# Zero-temperature-coefficient bias point of a saturated FET

## 1. Premises and conventions

n-channel device, source and body grounded, $V_G$ and $V_D$ measured from the source. $T$ is the channel (junction) temperature in kelvin and $T_0$ a reference temperature. The overdrive is $x \equiv V_G - V_T(T)$.

- **P1.** Strong inversion and saturation. The drain current does not depend on $V_D$ and has the power-law form of Sakurai and Newton (1990) with a temperature-dependent prefactor,
$$I = K_0\,(T/T_0)^{-m}\,[V_G - V_T(T)]^{a},\qquad x>0. \tag{1}$$
- **P2.** $K_0$, $a$ and $m$ are positive constants. Section 5 relaxes this.
- **P3.** The threshold falls on heating: $k_v(T) \equiv -dV_T/dT > 0$. Linearity is not assumed unless stated.
- **P4.** One temperature describes the channel.

## 2. The ZTC condition

Take the logarithm of (1), allowed because $x>0$:
$$\ln I = \ln K_0 - m\ln(T/T_0) + a\ln x .$$
At fixed $V_G$, $\partial x/\partial T = -dV_T/dT = +k_v$. Hence
$$\frac{1}{I}\frac{\partial I}{\partial T}\Big|_{V_G} = \frac{a k_v}{x} - \frac{m}{T}. \tag{2}$$
The first term is the gain of inversion charge, the second the loss of carrier velocity. Since $I>0$, the derivative vanishes where the right side does:
$$\boxed{x_Z(T) = \frac{a\,k_v\,T}{m}},\qquad V_{G,Z}(T) = V_T(T) + x_Z(T). \tag{3}$$

**Sign.** From (1), $g_m = \partial I/\partial V_G = aI/x$. Multiply (2) by $I = g_m x/a$:
$$\frac{\partial I}{\partial T}\Big|_{V_G} = g_m k_v\left(1 - \frac{x}{x_Z}\right). \tag{4}$$
With $g_m k_v>0$ the coefficient is positive for $x<x_Z$, negative for $x>x_Z$, and has one zero at each $T$. It is always below $g_m k_v$.

**Largest positive coefficient.** At fixed $T$, $\partial I/\partial T \propto a k_v x^{a-1} - (m/T)x^{a}$. Its $x$-derivative is $a x^{a-2}[(a-1)k_v - m x/T]$. For $a>1$ this changes from positive to negative at
$$x^{*} = (a-1)k_vT/m = (1-1/a)\,x_Z . \tag{5}$$
For $a=2$ the worst bias is $x_Z/2$. For $a\to1$ it moves towards threshold, where (1) itself fails.

## 3. When all transfer curves share one point

Equation (3) is local: it locates the crossing of the curves for $T$ and $T+dT$. A common crossing needs one gate voltage $V^*$ at which $I$ is the same for all $T$ in an interval.

**General condition.** Setting (1) equal to a constant $I^*$ and taking the $a$-th root gives
$$V^* - V_T(T) = C\,(T/T_0)^{m/a},\qquad C = (I^*/K_0)^{1/a}>0. \tag{6}$$
Conversely, inserting (6) in (1) gives $I = K_0C^a$ for all $T$. So (6) is necessary and sufficient: the threshold must fall as the power $m/a$ of the absolute temperature.

**Linear threshold.** Let $V_T = V_{T0} - k_v(T-T_0)$ with constant $k_v$. Two derivatives of (6) give $0 = C\,(m/a)(m/a-1)\,T^{m/a-2}/T_0^{m/a}$. As $C>0$ and $m>0$, this forces $m=a$. The same follows from (3):
$$V_{G,Z}(T) = V_{T0} + k_vT_0 + k_vT\left(\frac{a}{m}-1\right). \tag{7}$$
For $m=a$ the common point is $V^* = V_{T0}+k_vT_0$, the threshold extrapolated linearly to $T=0$, and $I^* = K_0(k_vT_0)^a$. Thus a linear $V_T$ requires $m=a$, and $m=a$ requires a linear $V_T$ by (6). For $m\neq a$ a common point exists only for the curved threshold (6). With linear $V_T$ and $m<a$ the crossing moves up in $V_G$ on heating at the rate $k_v(a/m-1)$.

**Two curves a finite interval apart** (linear $V_T$). Let $T_2 = T_1+\Delta T$ and $x_2 = x_1 + k_v\Delta T$. Equal currents require $x_2/x_1 = r \equiv (T_2/T_1)^{m/a}$, so
$$x_1 = \frac{k_v\Delta T}{r-1}. \tag{8}$$
For $\Delta T\to0$, $r-1\to(m/a)\Delta T/T_1$ and (3) returns. By Rolle's theorem applied to $I(T)$ at that gate voltage, the crossing equals $V_{G,Z}(T')$ for some $T'$ between $T_1$ and $T_2$.

**Residual variation** (linear $V_T$). Differentiating (2) at fixed $V_G$ gives $\partial_T^2\ln I = m/T^2 - a k_v^2/x^2$. At $x = x_Z$,
$$\partial_T^2\ln I = \frac{m}{T^2}\left(1-\frac{m}{a}\right). \tag{9}$$
For $m<a$ the current at this bias has a minimum in $T$, for $m>a$ a maximum.

## 4. Link to electrothermal stability

Lumped heat balance with thermal resistance $R_{th}$, capacity $C_{th}$ and sink temperature $T_a$:
$$C_{th}\,\dot T = V_D I(V_G,T) - (T-T_a)/R_{th}.$$
Linearise about a steady state at fixed $V_G$ and $V_D$:
$$R_{th}C_{th}\,\delta\dot T = -(1-S)\,\delta T,\qquad S = R_{th}V_D\,\frac{\partial I}{\partial T}\Big|_{V_G}. \tag{10}$$
The state is stable if $S<1$. By (4), $S\le0$ for $x\ge x_Z$, so this loop is stable there for any $R_{th}V_D$. Below $x_Z$, $0<S<R_{th}V_Dg_mk_v$. A positive coefficient is necessary for runaway and is not sufficient.

In the steady state $T = T_a + R_{th}V_DI$. Differentiating, $dI/dT_a = (\partial_T I)(1 + R_{th}V_D\,dI/dT_a)$, so $dI/dT_a = \partial_TI/(1-S)$. The dc curves therefore have their ZTC point where (3) holds with the junction temperature, not with $T_a$.

## 5. Where $a$ and $m$ come from in velocity saturation

Velocity law: $v = \mu E/(1+E/E_c)$ for $E<E_c$ and $v=v_s$ above, with $E_c = 2v_s/\mu$ for continuity. Inversion charge per area: $C_{ox}(x - nV)$, with $V(y)$ the channel potential, $E = dV/dy$ and $n$ the body factor. Current continuity in a channel of width $W$ and length $L$ reads
$$I\,(1 + V'/E_c) = W C_{ox}\mu\,(x-nV)\,V'.$$
Integrate from $y=0$ to $L$, where $V=V_e$ at the drain end of the channel:
$$I\,(L + V_e/E_c) = WC_{ox}\mu\,(xV_e - nV_e^2/2).$$
Saturation sets in when $v=v_s$ at that end, $I = WC_{ox}v_s(x-nV_e)$. Eliminate $I$ and use $\mu = 2v_s/E_c$: $(x-nV_e)(E_cL+V_e) = 2xV_e - nV_e^2$. The quadratic terms cancel, leaving $V_e = xE_cL/(x+nE_cL)$ and
$$I = WC_{ox}v_s\,\frac{x^2}{x+V_c},\qquad V_c = nE_cL = \frac{2nv_sL}{\mu}. \tag{11}$$

Let $\mu\propto T^{-m_\mu}$, $v_s\propto T^{-m_v}$ and $n$ be constant, so $V_c\propto T^{m_\mu-m_v}$. For any $I(x,T)$ define local exponents $a = \partial\ln I/\partial\ln x|_T$ and $m = -\partial\ln I/\partial\ln T|_x$. The chain rule gives (2), (3) and (4) again, now with bias-dependent exponents. With $f = V_c/(x+V_c)$, (11) yields
$$a = 2 - \frac{x}{x+V_c} = 1+f,\qquad m = m_v + f\,(m_\mu-m_v),\qquad g_m = WC_{ox}v_s(1-f^2). \tag{12}$$
The two exponents are linked. As $a\to1$, $m\to m_v$, which is small because the saturation velocity depends weakly on $T$. Velocity saturation therefore lowers $m$ faster than $a$ when $m_\mu>2m_v$, since $d(m/a)/df = (m_\mu-2m_v)/(1+f)^2$.

Insert (12) in $xm = ak_vT$ and multiply by $x+V_c$:
$$m_vx^2 + (m_\mu V_c - k_vT)\,x - 2V_ck_vT = 0. \tag{13}$$
For $V_c>0$ the product of the roots is negative, so exactly one is positive. The temperature coefficient has the sign of minus the left side, positive below that root. Limits: $x_Z\to k_vT/m_v$ for $V_c\to0$ and $x_Z\to2k_vT/m_\mu$ for $V_c\to\infty$.

## 6. The threshold coefficient

Premises: uniform, fully ionised acceptor density $N_A$, depletion approximation, threshold at surface potential $2\phi_F$, degenerate n$^+$ polysilicon gate with its Fermi level at the conduction-band edge, intrinsic level at midgap, no oxide charge. Then $V_{FB} = -E_g/2q-\phi_F$ and
$$V_T = \phi_F - \frac{E_g}{2q} + \gamma\sqrt{2\phi_F},\quad \phi_F = \frac{k_BT}{q}\ln\frac{N_A}{n_i},\quad \gamma = \frac{\sqrt{2q\varepsilon_{Si}N_A}}{C_{ox}}. \tag{14}$$
With $n_i\propto T^{3/2}e^{-E_g/2k_BT}$, $d\ln n_i/dT = 3/(2T) + E_g/(2k_BT^2) - E_g'/(2k_BT)$, so
$$\phi_F' = \frac{\phi_F - E_g/2q}{T} - \frac{3k_B}{2q} + \frac{E_g'}{2q},\qquad k_v = -\phi_F'\left(1+\frac{\gamma}{\sqrt{2\phi_F}}\right) + \frac{E_g'}{2q}. \tag{15}$$
A thick oxide or a high body doping raises $\gamma$, $k_v$ and hence $x_Z$. The offset of the intrinsic level from midgap would add $(k_B/2q)\ln(N_c/N_v)$ in magnitude, that is 0.043 mV/K times a logarithm of order one or less.

## 7. Range of validity

1. **Strong inversion.** $x$ must exceed several $nk_BT/q$. Near and below threshold (1), (5) and (11) fail.
2. **Channel-limited saturation.** In LDMOS quasi-saturation the drift region limits the current, $g_m$ collapses and $I$ follows the drift-region velocity. Equation (3) applies only if $x_Z$ lies below that onset.
3. **No multiplication.** Impact ionisation, parasitic npn turn-on and junction leakage are absent from (1). They set other edges of the safe operating area, also for $x>x_Z$.
4. **Fixed $V_D$.** Channel-length modulation and drain-induced barrier lowering make $K_0$ and $V_T$ depend on $V_D$. The result then holds for each $V_D$ separately.
5. **Source resistance.** The internal overdrive is $x = V_G - IR_S - V_T$. At the zero $dI/dT=0$, so $dx/dT = k_v - IR_S'$ and $x_Z = aT(k_v - IR_S')/m$. A constant $R_S$ leaves the ZTC current unchanged and raises the terminal $V_{G,Z}$ by $IR_S$.
6. **Local character.** Equations (2) to (4) need only local $a$, $m$, $k_v$. Equations (5) to (9) need constant exponents, and (7) to (9) a linear $V_T$.
7. **Uniform temperature.** For a multi-finger die (10) holds mode by mode, with $R_{th}$ replaced by an eigenvalue of the thermal-resistance matrix, provided all fingers share the same operating point.
8. **Stable charges.** Interface or oxide traps that change occupancy with $T$ alter $k_v$.

## 8. Illustration: model Si LDMOS at 300 K

Compiled values for Si: $E_g = 1.12$ eV at 300 K (Wing 2021), $\varepsilon_{Si} = 11.7\,\varepsilon_0$ and $\kappa = 130$ W/(m K) (both Ioffe Institute). Typical or approximate inputs: $n_i = 1.0\times10^{10}$ cm$^{-3}$ at 300 K, $E_g' = -0.25$ meV/K, $\varepsilon_{ox} = 3.9\,\varepsilon_0$, $\mu = 400$ cm$^2$/(V s), $v_s = 8\times10^6$ cm/s, $m_\mu = 1.5$, $m_v = 0.3$. Assumed design: $N_A = 2\times10^{17}$ cm$^{-3}$ and $t_{ox} = 30$ nm, chosen to give a threshold and a $k_v$ of typical size. Intermediate values carry a guard digit.

**Threshold.** $k_BT/q = 25.85$ mV, $\phi_F = 0.4346$ V, $C_{ox} = 1.151$ fF/µm$^2$, $\gamma = 2.239$ V$^{1/2}$, $\gamma/\sqrt{2\phi_F} = 2.401$. From (14), $V_T = 1.96$ V. From (15), $\phi_F' = -0.418-0.129-0.125 = -0.672$ mV/K and $k_v = 2.286-0.125 = 2.16$ mV/K. So $k_vT = 0.648$ V.

**Choice of $V_c$.** $E_c = 4\times10^4$ V/cm. A uniform channel has $n = 1+\gamma/(2\sqrt{2\phi_F}) = 2.20$, which with $L = 0.3$ µm gives $V_c = 2.64$ V, or 1.2 V if $n=1$. Roots of (13), with (12):

| $V_c$ (V) | $x_Z$ (V) | $a$ | $m$ |
|---|---|---|---|
| $\to0$ | 2.16 | 1 | 0.3 |
| 0.4 | 1.40 | 1.22 | 0.57 |
| 1.2 | 1.06 | 1.53 | 0.94 |
| 2.64 | 0.95 | 1.74 | 1.18 |
| $\to\infty$ | 0.86 | 2 | 1.5 |

In every row $m<a$. The row $V_c = 0.4$ V is adopted so that $a$ is near 1. It means an effective $nL = 0.1$ µm, a stand-in for the laterally graded body of an LDMOS, whose doping falls towards the drain and offsets the body effect.

**ZTC point.** $x_Z = 1.40$ V and $V_{G,Z} = 3.36$ V, with local exponents $a = 1.223$ and $m = 0.567$. The overdrive far exceeds $nk_BT/q\le57$ mV. With $C_{ox}v_s = 92.1$ mA/(mm V), $I/W = 100$ mA/mm.

**Heating from 300 to 400 K** at fixed $V_G$, with $k_v$, $m_\mu$, $m_v$ constant. $V_T$ falls by 0.216 V and $V_c$ rises to 0.565 V. From (11), the current changes by $+32$ % for $x(300\,\mathrm K) = 0.5$ V, by $+0.9$ % at $x_Z$ and by $-4$ % for 2.5 V. The power law with frozen exponents gives $+1.3$ % at $x_Z$, and its quadratic estimate from (9) gives $+1.7$ %. The two transfer curves cross at $x_1 = 1.51$ V by (8) and at 1.50 V by (11). The local ZTC gate voltage drifts by 2.5 mV/K according to (7). From (13), $x_Z(400\,\mathrm K) = 1.83$ V, a rise of $V_{G,Z}$ by 0.22 V.

**Neglected terms.**
- Curvature of $V_T$. Equations (14) and (15) with linear $E_g(T)$ give $k_v(400\,\mathrm K) = 2.44$ mV/K, 13 % more. This alone moves $x_Z(400\,\mathrm K)$ to 2.14 V.
- Growth of $m_v$ with $T$. An assumed local $m_v = 0.4$ at 400 K, at the same $V_c$, alone gives 1.58 V. Both changes together give 1.83 V, a cancellation that is accidental. Each rivals the 0.22 V drift, so the size of the drift is not fixed by the model.
- Uncertain $m_v$ at 300 K. The values 0.2 and 0.4 give $x_Z = 1.73$ and 1.20 V.
- Temperature dependence of $n$. For the uniform channel $d\ln n/d\ln T = -[(n-1)/n]\,T\phi_F'/(2\phi_F) = 0.13$. It enters $V_c$ and adds $0.13f = 0.03$ to $m$.
- Source resistance. An assumed 1 Ω mm with a coefficient of $2\times10^{-3}$ K$^{-1}$ gives $IR_S' = 0.2$ mV/K, which lowers $x_Z$ by 9 % at fixed exponents.

The model supports $x_Z\approx1.4$ V to about $\pm0.3$ V.

**Loop gain.** Assume a die of thickness $t = 100$ µm, finger pitch $p = 30$ µm, backside at fixed temperature and $V_D = 28$ V. One-dimensional conduction through the area $Wp$ gives $R_{th}W = t/(\kappa p) = 25.6$ K mm/W. Spreading near each finger adds $1/(\pi\kappa) = 2.4$ K mm/W times a logarithm of order one to two. The package, the heavy substrate doping and the fall of $\kappa$ on heating raise $R_{th}$ further and are left out. At $x = 0.5$ V and $T = 300$ K: $I/W = 25.6$ mA/mm, $a = 1.44$, $m = 0.83$, $\partial_T\ln I = 3.46\times10^{-3}$ K$^{-1}$, $\partial_TI/W = 0.089$ mA/(mm K) and $S = 0.064$. From (4) and (12), $g_m<WC_{ox}v_s$, so $S<R_{th}W\,V_D\,k_vC_{ox}v_s = 0.14$ at every bias with the 300 K parameters. The model die is stable below its ZTC point with a wide margin.

Self-heating at the ZTC current is large: 72 K for 100 mA/mm, and 85 K for the 118 mA/mm of the 400 K root. With the backside at 300 K and constant $k_v$ and exponents, the dc ZTC point has its junction between 372 and 385 K. The 300 K value of $x_Z$ refers to short pulses.

**Plausibility.** As typical knowledge, transfer curves of Si LDMOS devices cross roughly 1 V above threshold. The model's 1.4 V lies above that by some 40 %. The short effective $nL$ and the omitted $R_S'$ and $n(T)$ terms all push the model value upward, and the longer-channel rows of the table lie near 1 V at the price of $a\approx1.5$ to $1.7$.